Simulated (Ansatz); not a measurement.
HfO2: the change of energy above lowest point and pressure with volume per atom

Equation of state of a cubic crystal from periodic Kohn-Sham density functional theory without spin; pressure corrected for the finite basis. The results are calculated, by Ansatz 0.2.0 development build.

Cell of the first row (space group Fm-3m, No. 225):
```
CELL_PARAMETERS angstrom
0.00000 2.47910 2.47910
2.47910 0.00000 2.47910
2.47910 2.47910 0.00000
ATOMIC_POSITIONS crystal
Hf 0.00000 0.00000 0.00000
O 0.25000 0.25000 0.25000
O 0.75000 0.75000 0.75000
```

Settings of every row: formula HfO2; structure type fluorite; functional r2SCAN; spin treatment none; k mesh 12x12x12; occupation method fermi-dirac; occupation width 0.1 eV; wave cutoff 700 eV; datasets hard PAW; density cutoff ratio 4; xc grid level 2.

Limits: a cubic model structure, not a phase known at ambient conditions; pseudopotentials made with PBE, not this functional; the SCF threshold is loose for a stress in some rows; no spin-orbit coupling, which can matter with elements this heavy.

| row | volume per atom (Å³) | energy above lowest point (meV/atom) | pressure (GPa) |
| --- | --- | --- | --- |
| 1 | 10.157 | 33.94 | 18.363 |
| 2 | 10.489 | 7.03 | 7.954 |
| 3 | 10.82 | 0 | -0.919 |
| 4 | 11.151 | ? | ? |
| 5 | 11.482 | 34.31 | -14.937 |

Question: what energy above lowest point and pressure should row 4 give?

Worked fit of energy above lowest point. Take u = (V_r/V)^(2/3) − 1 with V_r = 10.655 Å³ an atom, which is twice the finite (Eulerian) strain; such expansions in the strain, on which the Birch-Murnaghan equation of state is built, carry the rest volume and the bulk modulus. The shown rows have u = 0.03243, 0.01052, -0.01019, -0.04861. Least squares give energy above lowest point = 1.224 + 332.72 × u + 20846.8 × u² meV/atom; a straight line predicts inner rows, each left out in turn, worse (root mean square 22 against 0.0036 meV/atom). All shown rows lie on it to the printed digit. Its lowest point lies at u = -0.0080, or V = 10.78 Å³ an atom, and the curvature there gives the bulk modulus at fixed shape and fractions, B = (4/9)(1 + u)² E″(u)/V = 271 GPa. The withheld row has u = -0.02988, so the fit gives 1.224 + 332.72 × (-0.02988) + 20846.8 × (-0.02988)² = 9.89 meV/atom.

The calculation gave 9.93 meV/atom. The fit lies 0.04 meV/atom (0.12 % of the column's range) below it; its largest miss of a shown row is 0.00 meV/atom.

Worked fit of pressure. Take u = (V_r/V)^(2/3) − 1 with V_r = 10.655 Å³ an atom, which is twice the finite (Eulerian) strain; such expansions in the strain, on which the Birch-Murnaghan equation of state is built, carry the rest volume and the bulk modulus. The shown rows have u = 0.03243, 0.01052, -0.01019, -0.04861. Least squares give pressure = 3.3311 + 428.392 × u + 1081.91 × u² GPa; a straight line predicts inner rows, each left out in turn, worse (root mean square 1.1 against 0.0072 GPa). The rows lie off it by 0.001, -0.004, 0.003, 0.000. The pressure vanishes at u = -0.0079, or V = 10.78 Å³ an atom, and there the bulk modulus at fixed shape and fractions is B = −V dP/dV = (2/3)(1 + u) dP/du = 272 GPa. The withheld row has u = -0.02988, so the fit gives 3.3311 + 428.392 × (-0.02988) + 1081.91 × (-0.02988)² = -8.503 GPa.

The calculation gave -8.485 GPa. The fit lies 0.018 GPa (0.054 % of the column's range) below it; its largest miss of a shown row is 0.004 GPa.
